**Hand estimate of g values and χT for Ir⁶⁺ (5d³) among point charges**

The table gives the first excitation, the g values of the lowest doublet and χT at 2, 50 and 300 K for Ir⁶⁺ in a 1 % elongated octahedron of six point charges at six distances, from OpenMolcas CASSCF (5d) with spin-orbit state interaction, ANO-RCC-VDZP and DKH2. The program assigns parallel and perpendicular g from χT at 2 K and tests a cubic-quartet model, in which the g values of the ground doublet fix those of the upper doublet and an inter-doublet term in χT. The upper-doublet g values of two rows are reproduced to about one per cent, and with the constant susceptibility taken from 300 K the 50 and 100 K values are met within 0.001 cm³ K/mol, whereas a Curie plus linear form misses the end rows by about 0.005 at 50 K. A rounded rule in the distance, q = 0.91(2/R)^4.6 and p = 1.58 − 0.50q², gives χT within 3 % on the rows it was fitted to. An R⁻³ law fails for the first excitation, and the constant susceptibility drifts along the series.

Calculated values. Ir⁶⁺ (5d³) among six point charges of −1.7 e in an octahedron, with axial distances 1.01 times the equatorial ones listed. OpenMolcas 26.06, state-averaged CASSCF with 5d active, spin-orbit coupling by RASSI (atomic mean field), DKH2, ANO-RCC-VDZP, point nucleus. The g values are those of the lowest doublet; χT is the powder value by Van Vleck's formula.

## Numerical check

```python
# Table: Ir6+ (5d3) among six point charges, 1% elongated octahedron; OpenMolcas CASSCF(5d) + spin-orbit,
# ANO-RCC-VDZP, DKH2: first excitation, g values, chiT. Tested: cubic-quartet formula for chiT(T) from the
# ground-doublet g values, and a hand rule for g and chiT as functions of the distance.
T = {
    'charge_distance': [1.81, 1.91, 1.94, 2.04, 2.08, 2.15],  # Å
    'gap': [119, 124, 124, 120, 118, 112],  # 1/cm
    'g1': [0.58, 0.94, 1.02, 0.84, 0.76, 0.65],
    'g3': [1.42, 1.13, 1.06, 1.23, 1.29, 1.37],
    'chi_2': [0.137, 0.108, 0.103, 0.092, 0.089, 0.085],  # cm3 K/mol
    'chi_50': [0.149, 0.112, 0.107, 0.097, 0.096, 0.095],  # cm3 K/mol
    'chi_300': [0.18, 0.135, 0.128, 0.118, 0.116, 0.116],  # cm3 K/mol
}
import numpy as np
from scipy import constants as sc
R, gap, g1, g3, c2, c50, c300 = (np.array(T[k], float) for k in
    ['charge_distance', 'gap', 'g1', 'g3', 'chi_2', 'chi_50', 'chi_300'])
C = sc.N_A*sc.physical_constants['Bohr magneton'][0]**2/sc.k*0.1   # cm3 K/mol
kc = sc.k/(sc.h*sc.c*100)
cur = lambda p, q: C/12*(p**2 + 2*q**2)
vv = lambda p, q, D, t: C/18*(p - q)**2*np.tanh(D/(2*kc*t))/(D/(2*kc*t))
f = lambda a, s='%.3f': ' '.join(s % v for v in a)
# further outputs of the same runs: chiT at 100 K; rows 1.91, 2.08: g (par, perp), levels in 1/cm
c100 = np.array([0.15757, 0.11697, 0.11101, 0.10208, 0.10121, 0.10133])
low = [(0.93902, 1.131131), (1.292685, 0.76357)]; up = [(1.209037, 1.01096), (0.58734, 1.124401)]
T2 = [(2*7406.4 + 7584.1)/3, (2*4876.1 + 4995.4)/3]
J52 = [(8738.6 + 8820.0 + 11137.3)/3, (8032.0 + 8104.6 + 9771.9)/3]; w = [1, 4]
print('constants: C/12=%.4f C/18=%.4f cm3 K/mol, k=%.4f 1/cm/K; spin-only S=3/2 %.3f; free 4F3/2 (g=0.4) %.3f' % (C/12, C/18, kc, C/3*4*3.75, C/3*0.16*3.75))
A, B = cur(g1, g3), cur(g3, g1); s = abs(A - c2) < abs(B - c2)
p, q = np.where(s, g1, g3), np.where(s, g3, g1)
print('distance A          :', f(R, '%.2f'))
print('chiT 2 K table      :', f(c2)); print('Curie if par=small g:', f(A)); print('Curie if par=large g:', f(B))
print('g parallel p        :', f(p, '%.2f')); print('g perpendicular q   :', f(q, '%.2f'))
print('rounding limit on chiT (g 0.005, chiT 0.0005):', f(C/12*0.005*(2*p + 4*q) + 5e-4, '%.4f'))
du = []
for i, (a, b), (u, v) in zip(w, low, up):
    x, y = abs(a - 4*b)/3, (2*a + b)/3; du += [x - u, y - v]
    print('upper doublet %.2f A: par %.3f vs run %.3f, perp %.3f vs run %.3f; Curie lower %.4f upper %.4f' % (R[i], x, u, y, v, cur(a, b), cur(u, v)))
al = (c300 - cur(p, q) - vv(p, q, gap, 300))/300; al0 = (c300 - cur(p, q))/300
print('alpha from 300 K, 1e-5 cm3/mol:', f(al*1e5, '%.1f'), '| mean %.1f, exponent %.1f' % (al.mean()*1e5, np.polyfit(np.log(R), np.log(al), 1)[0]))
for i, d, e in zip(w, T2, J52):
    print('alpha %.2f A, 1e-5: found %.1f, free ion 1.6Nb2/%.0f = %.1f, strong field 8Nb2/%.0f = %.1f' % (R[i], al[i]*1e5, e, 1.6e5*C*kc/e, d, 8e5*C*kc/d))
print('inter-doublet term 50 K :', f(vv(p, q, gap, 50), '%.4f')); print('inter-doublet term 300 K:', f(vv(p, q, gap, 300), '%.4f'))
r50 = cur(p, q) + vv(p, q, gap, 50) + 50*al - c50
print('residual 50 K, three terms  :', f(r50, '%+.4f'))
print('residual 50 K, Curie+linear :', f(cur(p, q) + 50*al0 - c50, '%+.4f'))
print('residual 100 K, three terms :', f(cur(p, q) + vv(p, q, gap, 100) + 100*al - c100, '%+.4f'))
print('residual 100 K, Curie+linear:', f(cur(p, q) + 100*al0 - c100, '%+.4f'))
x = np.log(2/R); n, l0 = np.polyfit(x, np.log(q), 1); q5 = np.exp(np.mean(np.log(q) - 5*x))
print('q = %.3f (2/R)^%.2f; residuals' % (np.exp(l0), n), f(np.exp(l0 + n*x) - q, '%+.3f'))
print('q = %.3f (2/R)^5 fixed; residuals' % q5, f(q5*np.exp(5*x) - q, '%+.3f'))
print('first spin-free quartet excitation, two rows: exponent %.2f' % (np.log(T2[0]/T2[1])/np.log(R[1]/R[4])))
for lin in (0.0, 0.4):
    m, b = np.polyfit(q**2, p - lin*q, 1)
    print('p = %.3f + %.1f q %+.3f q^2; residuals' % (b, lin, m), f(b + lin*q + m*q**2 - p, '%+.3f'))
m, b = np.polyfit(q**2, p, 1)
print('gap mean %.1f 1/cm, deviation %%:' % gap.mean(), f(100*(gap/gap.mean() - 1), '%+.1f'))
print('gap if R^-3 from last row:', f(gap[-1]*(R[-1]/R)**3, '%.0f'), '| table', f(gap, '%.0f'))
Q, N, P, M, D, a = round(np.exp(l0), 2), round(n, 1), round(b, 2), round(-m, 2), round(gap.mean(), -1), round(al.mean(), 5)
print('hand rule: q=%.2f(2/R)^%.1f, p=%.2f-%.2f q^2, gap=%.0f 1/cm, alpha=%.0e cm3/mol' % (Q, N, P, M, D, a))
qr = Q*(2/R)**N; pr = P - M*qr**2; qc = (np.sqrt(1 + 4*M*P) - 1)/(2*M)
print('rule crossing p=q=%.2f at %.3f A; interpolated in table %.3f A' % (qc, 2*(Q/qc)**(1/N), np.interp(0, p - q, R)))
print('rule p error:', f(pr - p, '%+.3f')); print('rule q error:', f(qr - q, '%+.3f'))
for t, c in ((2, c2), (50, c50), (300, c300)):
    e = 100*((cur(pr, qr) + vv(pr, qr, D, t) + a*t)/c - 1); j = np.argmax(abs(e))
    print('rule chiT %d K error %%:' % t, f(e, '%+.1f'), '| worst %.2f A' % R[j])
for i in w:
    print('worked %.2f A: q=%.3f p=%.3f Curie=%.4f' % (R[i], qr[i], pr[i], cur(pr[i], qr[i])))
    for t, c in ((2, c2), (50, c50), (300, c300)):
        v = vv(pr[i], qr[i], D, t)
        print('  %d K: x=%.2f inter-doublet %.4f alpha*T %.4f sum %.4f table %.3f' % (t, D/(2*kc*t), v, a*t, cur(pr[i], qr[i]) + v + a*t, c[i]))
print('table chiT 300 K over spin-only %:', f(100*c300/(C*5), '%.1f'))
assert np.all(np.diff(p) > 0) and np.all(np.diff(q) < 0)
assert 4.0 < n < 5.2
assert max(abs(np.array(du))) < 0.03
assert max(abs(r50)) < 0.002
```

Running it gives:

```
constants: C/12=0.0313 C/18=0.0208 cm3 K/mol, k=0.6950 1/cm/K; spin-only S=3/2 1.876; free 4F3/2 (g=0.4) 0.075
distance A          : 1.81 1.91 1.94 2.04 2.08 2.15
chiT 2 K table      : 0.137 0.108 0.103 0.092 0.089 0.085
Curie if par=small g: 0.137 0.107 0.103 0.117 0.122 0.131
Curie if par=large g: 0.084 0.095 0.100 0.091 0.088 0.085
g parallel p        : 0.58 0.94 1.02 1.23 1.29 1.37
g perpendicular q   : 1.42 1.13 1.06 0.84 0.76 0.65
rounding limit on chiT (g 0.005, chiT 0.0005): 0.0016 0.0015 0.0015 0.0014 0.0014 0.0013
upper doublet 1.91 A: par 1.195 vs run 1.209, perp 1.003 vs run 1.011; Curie lower 0.1076 upper 0.1096
upper doublet 2.08 A: par 0.587 vs run 0.587, perp 1.116 vs run 1.124; Curie lower 0.0887 upper 0.0898
alpha from 300 K, 1e-5 cm3/mol: 9.7 8.9 8.4 7.8 7.4 6.8 | mean 8.2, exponent -2.0
alpha 1.91 A, 1e-5: found 8.9, free ion 1.6Nb2/9565 = 4.4, strong field 8Nb2/7466 = 27.9
alpha 2.08 A, 1e-5: found 7.4, free ion 1.6Nb2/8636 = 4.8, strong field 8Nb2/4916 = 42.4
inter-doublet term 50 K : 0.0080 0.0004 0.0000 0.0017 0.0032 0.0062
inter-doublet term 300 K: 0.0143 0.0007 0.0000 0.0031 0.0057 0.0106
residual 50 K, three terms  : +0.0005 +0.0003 -0.0000 +0.0001 -0.0009 -0.0003
residual 50 K, Curie+linear : -0.0052 +0.0001 -0.0000 -0.0012 -0.0032 -0.0048
residual 100 K, three terms : +0.0006 +0.0000 +0.0002 -0.0003 -0.0009 -0.0005
residual 100 K, Curie+linear: -0.0065 -0.0003 +0.0002 -0.0018 -0.0038 -0.0059
q = 0.912 (2/R)^4.56; residuals +0.017 -0.005 -0.012 -0.007 +0.003 +0.006
q = 0.909 (2/R)^5 fixed; residuals +0.077 +0.014 -0.002 -0.017 -0.013 -0.017
first spin-free quartet excitation, two rows: exponent -4.90
p = 1.578 + 0.0 q -0.496 q^2; residuals -0.002 +0.004 +0.000 -0.002 +0.001 -0.002
p = 1.383 + 0.4 q -0.687 q^2; residuals -0.016 +0.017 +0.014 +0.003 -0.001 -0.018
gap mean 119.5 1/cm, deviation %: -0.4 +3.8 +3.8 +0.4 -1.3 -6.3
gap if R^-3 from last row: 188 160 152 131 124 112 | table 119 124 124 120 118 112
hand rule: q=0.91(2/R)^4.6, p=1.58-0.50 q^2, gap=120 1/cm, alpha=8e-05 cm3/mol
rule crossing p=q=1.04 at 1.943 A; interpolated in table 1.949 A
rule p error: -0.037 +0.008 +0.012 +0.005 +0.001 -0.003
rule q error: +0.020 -0.005 -0.013 -0.009 -0.000 +0.002
rule chiT 2 K error %: +1.8 -0.6 -1.0 -1.0 -0.5 +0.5 | worst 1.81 A
rule chiT 50 K error %: +2.0 -0.4 -1.1 -0.3 -0.6 -0.2 | worst 1.81 A
rule chiT 300 K error %: -0.4 -2.4 -1.7 +0.1 +1.7 +2.9 | worst 2.15 A
worked 1.91 A: q=1.125 p=0.948 Curie=0.1072
  2 K: x=43.16 inter-doublet 0.0000 alpha*T 0.0002 sum 0.1073 table 0.108
  50 K: x=1.73 inter-doublet 0.0004 alpha*T 0.0040 sum 0.1115 table 0.112
  300 K: x=0.29 inter-doublet 0.0006 alpha*T 0.0240 sum 0.1318 table 0.135
worked 2.08 A: q=0.760 p=1.291 Curie=0.0882
  2 K: x=43.16 inter-doublet 0.0001 alpha*T 0.0002 sum 0.0885 table 0.089
  50 K: x=1.73 inter-doublet 0.0032 alpha*T 0.0040 sum 0.0954 table 0.096
  300 K: x=0.29 inter-doublet 0.0057 alpha*T 0.0240 sum 0.1180 table 0.116
table chiT 300 K over spin-only %: 9.6 7.2 6.8 6.3 6.2 6.2
```
